Cell relaxation must not depend on the choice of unit cell

Conventions and premises

The columns of the 3×3 matrix h are the lattice vectors, so an atom with fractional coordinates s sits at r = h s. V = |det h| is the cell volume, g = hᵀh the metric tensor, and K = (hhᵀ)⁻¹. Lengths are in Å, energies in eV, stresses in GPa. E(h) is the energy per cell at fixed s.

P1. E(Qh) = E(h) for every orthogonal Q.
P2. E(hM) = E(h) for every integer M with det M = ±1, with s → M⁻¹s. The columns of hM generate the same lattice.
P3. E is differentiable in h.

Step 1. Strain and stress

Any change dh can be written dh = u h with u = dh h⁻¹. Split u = ε + ω, with ε symmetric (strain) and ω antisymmetric (rotation). Define the stress by

(1) dE = V Σ σ_ij u_ij.

Tension is positive and the pressure is −tr σ/3; many codes print the opposite sign. By P1, dE = 0 for u = ω, so σ is symmetric and dE = V tr(σε). If h → hM then dh → dh M and u is unchanged. By P2 dE is unchanged too, and so is V, so σ is the same for every cell of the lattice.

Step 2. Symmetry of the stress

Let R be a point operation of the crystal. It maps the lattice onto itself, so Rh = hM_R with M_R integer and unimodular. Then

E((1+u)h) = E(R(1+u)h) = E((1+RuRᵀ)hM_R) = E((1+RuRᵀ)h),

by P1, by Rh = hM_R and by P2. Hence tr(σu) = tr(σRuRᵀ) for all u, that is RσRᵀ = σ.

A step keeps R as a symmetry if the new metric still obeys M_Rᵀ g M_R = g. To first order

(2) dg = dhᵀh + hᵀdh = hᵀ(uᵀ+u)h = 2hᵀεh,

and M_Rᵀ dg M_R = 2hᵀRᵀεRh. The symmetry survives exactly when RεRᵀ = ε.

Step 3. Steepest descent in the components of h

A gradient becomes a step only after a norm is chosen: the step minimises dE + ‖step‖²/(2α). Treating the nine h_ij as ordinary coordinates, as in the cell dynamics of Parrinello and Rahman, means the norm tr(dhᵀdh). From (1), dE = V tr(σ dh h⁻¹) = V tr(h⁻¹σ dh), so ∂E/∂h = Vσh⁻ᵀ. The step is dh = −αVσh⁻ᵀ, with α in Å²/eV, and

(3) u = −αVσ h⁻ᵀh⁻¹ = −αVσK,
ε = −(αV/2)(σK + Kσ), ω = −(αV/2)(σK − Kσ).

Four consequences follow.

(a) Cell dependence. Under h → hM, K → h⁻ᵀ(MMᵀ)⁻¹h⁻¹. This equals K only if MMᵀ = 1. An integer matrix with orthonormal rows is a signed permutation, and there are 48 of them. For any other M and invertible σ the step changes. Rescaling α cannot undo it: det K is the same in both cells, so K′ = λK forces λ = 1.

(b) Rotation. ω vanishes only if σ commutes with K.

(c) Symmetry. With X = RKRᵀ − K and Step 2, RεRᵀ − ε = −(αV/2)(σX + Xσ). In the principal axes of σ the entries are proportional to (σ_i + σ_j)X_ij, so the symmetry breaks when X ≠ 0, unless principal stresses happen to cancel in pairs. Since RKRᵀ = (hM_R M_Rᵀhᵀ)⁻¹, X = 0 holds only if R permutes the chosen cell vectors up to sign.

(d) The step still descends: dE = −αV² tr(σKσ) < 0 because K is positive definite, and it vanishes only at σ = 0. The stationary points are right. The path, the rate and possibly the basin reached depend on the cell.

Step 4. An invariant norm

From (2), g⁻¹dg = h⁻¹h⁻ᵀ · 2hᵀεh = 2h⁻¹εh. The trace is cyclic, so

(4) tr(g⁻¹dg g⁻¹dg) = 4 tr(ε²).

Under h → hM with any real invertible M, g → MᵀgM and dg → MᵀdgM, so g⁻¹dg → M⁻¹(g⁻¹dg)M and the trace is unchanged. Under h → Qh, g itself is unchanged. Souza and Martins (1997) built a cell kinetic energy for variable-cell dynamics on this trace.

Step 5. The invariant step

Take ‖step‖² = tr(ε²), a quarter of (4). Minimise V tr(σε) + tr(ε²)/(2α) over symmetric ε. The variation is tr[(Vσ + ε/α)δε] = 0 for all symmetric δε, so

(5) ε = −αVσ = −κσ, dg = −2κ hᵀσh,

with α in 1/eV and κ = αV quoted in 1/GPa. The same result follows in the variables g. Inverting (2), ε = ½h⁻ᵀdg h⁻¹, so G = ∂E/∂g = (V/2)h⁻¹σh⁻ᵀ. Minimising tr(G dg) + tr(g⁻¹dg g⁻¹dg)/(8α) gives dg = −4α gGg = −2αV hᵀσh.

Properties of (5):

- By Step 1, σ and V do not depend on the cell, so neither does ε. For a supercell V grows by |det M|; hold κ fixed and not α, and the step is again the same.
- By Step 2, RεRᵀ = ε, so every point symmetry survives.
- Neither dE nor the norm contains ω. The minimisation leaves ω free, and g has no place for it. When h is updated we set ω = 0, a choice that does not refer to the cell.

Working with g is not enough by itself. The plain step dg = −βG gives ε = −(βV/4)KσK, which has no rotation but depends on the cell through K. The invariance comes from the norm.

The norm (4) is not the only invariant one. A symmetric tensor splits into a trace and a traceless part that rotations do not mix, so the general isotropic form is A tr(ε²) + B(tr ε)², with A > 0 and A + 3B > 0. It divides the deviatoric stress by A and the hydrostatic stress by A + 3B.

Step 6. Finite steps

Use h ← exp(−κσ)h. The factor acts from the left and M from the right, so they commute and both cells describe the same lattice after any number of steps. The factor commutes with R, so Rh = hM_R stays exact. The new metric hᵀexp(−2κσ)h stays positive definite. Each step is a pure stretch, but a product of two stretches contains a rotation ½(ε₂ε₁ − ε₁ε₂) at second order when they do not commute. That rotation is also independent of the cell.

The bct lattice

The Bain path joins bcc (γ = c/a = 1) to fcc (γ = √2) through body-centred tetragonal lattices, space group I4/mmm. Symmetry fixes σ = diag(σ₁, σ₁, σ₃). Two one-atom cells:

A: (−a, a, c)/2, (a, −a, c)/2, (a, a, −c)/2.
B: (a, 0, 0), (0, a, 0), (a, a, c)/2.

h_B = h_A M, where M has columns (0,1,1), (1,0,1), (1,1,1) and det M = 1. With D = diag(a, a, c), K = D⁻¹K⁰D⁻¹ and, row by row,

K⁰_A = [2 1 1; 1 2 1; 1 1 2], K⁰_B = [1 0 −1; 0 1 −1; −1 −1 6].

With η = αV/a², equation (3) gives

A: ε_xx = ε_yy = −2ησ₁, ε_zz = −2ησ₃/γ², ε_xy = −ησ₁, ε_xz = ε_yz = −η(σ₁+σ₃)/2γ, ω_xz = ω_yz = −η(σ₁−σ₃)/2γ.
B: ε_xx = ε_yy = −ησ₁, ε_zz = −6ησ₃/γ², ε_xy = 0, ε_xz = ε_yz = η(σ₁+σ₃)/2γ, ω_xz = ω_yz = η(σ₁−σ₃)/2γ.

The shears leave only inversion, the mirror x ↔ y and the twofold axis normal to it, so both steps take the crystal from tetragonal to monoclinic. In cell A even a pure pressure on bcc gives ε ∝ K⁰_A, a rhombohedral distortion along [111]. The two-atom conventional cell has K⁰ = 1 and stays tetragonal, but at γ = √2 a pure pressure gives ε_zz/ε_xx = 1/2 and destroys the cubic symmetry of fcc.

Range of validity

- P1 needs no external field. With spin-orbit coupling the magnetisation must rotate with the lattice. R runs over the symmetries of the magnetic state, which for layered antiferromagnetic order are fewer than those of the lattice.
- P2 holds numerically only if the k-points are the same set in both cells, since an n×n×n mesh with a shift depends on the cell, and if the FFT grids are converged. An incomplete plane-wave basis adds a Pulay stress; the basis must be defined by a cutoff sphere to be independent of the cell.
- At external pressure p minimise E + pV. Since dV = V tr u, replace σ by σ + p1. A non-hydrostatic load needs a reference cell and is not covered.
- With internal coordinates, measure ds by dsᵀg ds, which is invariant under s → M⁻¹s.
- Keeping symmetry has a price. At bcc and fcc the stress is hydrostatic, so (5) never changes c/a there, even if the point is a maximum along the path. Perturb the cell or compute elastic constants before calling it a minimum.
- Invariance says nothing of optimal convergence; see the last table.

Numerical illustration near the bcc end for Fe

The model is linear elasticity about bcc, σ = C:ε, with the measured C11 = 232.2, C12 = 135.6, C44 = 117 GPa (300 K, compiled values, Sha 2006). As a map on symmetric tensors C has eigenvalues b = C11 + 2C12 = 503.4 (dilation), t = C11 − C12 = 96.6 (twice, tetragonal) and s = 2C44 = 234 GPa (three times, shear).

Start from ε⁰ = diag(−δ/2, −δ/2, δ) with δ = 0.01, so γ = 1.015. Then σ₃ = tδ = 0.966 GPa and σ₁ = −0.483 GPa. The energy density is ½ tr(σε⁰) = ¾tδ². With an approximate lattice constant of 2.87 Å the volume is 11.8 Å³/atom and the energy 0.53 meV/atom. Terms of relative order δ are dropped, so strains add and γ = 1 in K.

For a direction p the line minimum is ε = τp with τ = −tr(σp)/(p:C:p), and it removes the fraction f = [tr(σp)]²/[(p:C:p) tr(σε⁰)] of the energy. Here p:C:p = C11 Σp_ii² + 2C12 Σ_(i<j) p_ii p_jj + 4C44 Σ_(i<j) p_ij². Setting σ₁ = −σ₃/2 and ησ₃ = 1 in the formulas above, with the order (xx, yy, zz; xy, xz, yz):

A: p = (1, 1, −2; ½, −¼, −¼), tr(σp) = −3σ₃, p:C:p = 755.1 GPa, τ = 3.84×10⁻³.
B: p = (½, ½, −6; 0, ¼, ¼), tr(σp) = −6.5σ₃, p:C:p = 6974.4 GPa, τ = 0.900×10⁻³.

First step, strains in units of 10⁻³:

step | ε_xx | ε_zz | ε_xy | ε_xz | ω_xz | tr ε | f
equation (5) | 5.0 | −10.0 | 0 | 0 | 0 | 0 | 1
h, cell A | 3.8 | −7.7 | 1.9 | −0.96 | 2.9 | 0 | 0.77
h, cell B | 0.45 | −5.4 | 0 | 0.23 | −0.68 | −4.5 | 0.39

The invariant step lands on bcc at once, with κ = 1/t, because this ε⁰ is an eigenvector of C; a general start needs more steps. In cell A the angle between the conventional a and b axes closes to 89.78° and a shear stress σ_xy = sε_xy = 0.45 GPa appears. In cell B the volume shrinks and a pressure −(b/3) tr ε = 0.76 GPa appears.

Neglected terms: keeping γ = 1.015 in K moves f for cell A from 0.77 to 0.76. Third-order elastic constants of typical magnitude up to 3000 GPa add at most about ½ × 3000 × δ² = 0.15 GPa per term to a stress of 0.966 GPa, or 16 per cent. They change the entries by up to that order, but not the formulas in σ₁, σ₃ and γ.

For a general start near bcc a fixed step gives ε ← ε − ηP(C:ε), with P(σ) = (σK⁰ + K⁰σ)/2, and P = 1 for (5). P is positive definite with eigenvalues (k_i + k_j)/2, k_i being those of K⁰, so PC has real positive eigenvalues λ. The best fixed step η = 2/(λmax + λmin) equalises the contraction of the extreme modes at ρ = (λmax − λmin)/(λmax + λmin), and N = ln 10⁻³/ln ρ steps reduce them a thousandfold.

For cell A, PC splits into 2×2 blocks. On the identity and the matrix with all off-diagonal entries 1 it is [2b 2s; b 3s], with eigenvalues 345.7 and 1363.1 GPa. On diag(1, −1, 0) and the shear with xz = 1, yz = −1 it is [2t s; t/2 3s/2], with eigenvalues 139.7 and 404.5 GPa, each occurring twice. Cell B is diagonalised numerically.

step | λmin (GPa) | λmax (GPa) | λmax/λmin | ρ | N
equation (5), any cell | 96.6 | 503.4 | 5.21 | 0.678 | 18
h, cell A | 139.7 | 1363.1 | 9.76 | 0.814 | 34
h, cell B | 81.3 | 1742 | 21.4 | 0.911 | 74

Choosing B/A in the isotropic norm so that bA/(A + 3B) lies between t and s lowers the ratio to s/t = 2.42, with the invariance intact.

These counts are the model's. A density-functional run responds with its own elastic constants; as typical knowledge, PBE at 0 K gives for bcc Fe a C11 − C12 roughly a third larger and a C44 somewhat smaller than the inputs used here, which would raise the starting stress by about that third and shorten the counts. In the model the same crystal needs 34 steps in cell A, 74 in cell B and 18 in every cell with the invariant step.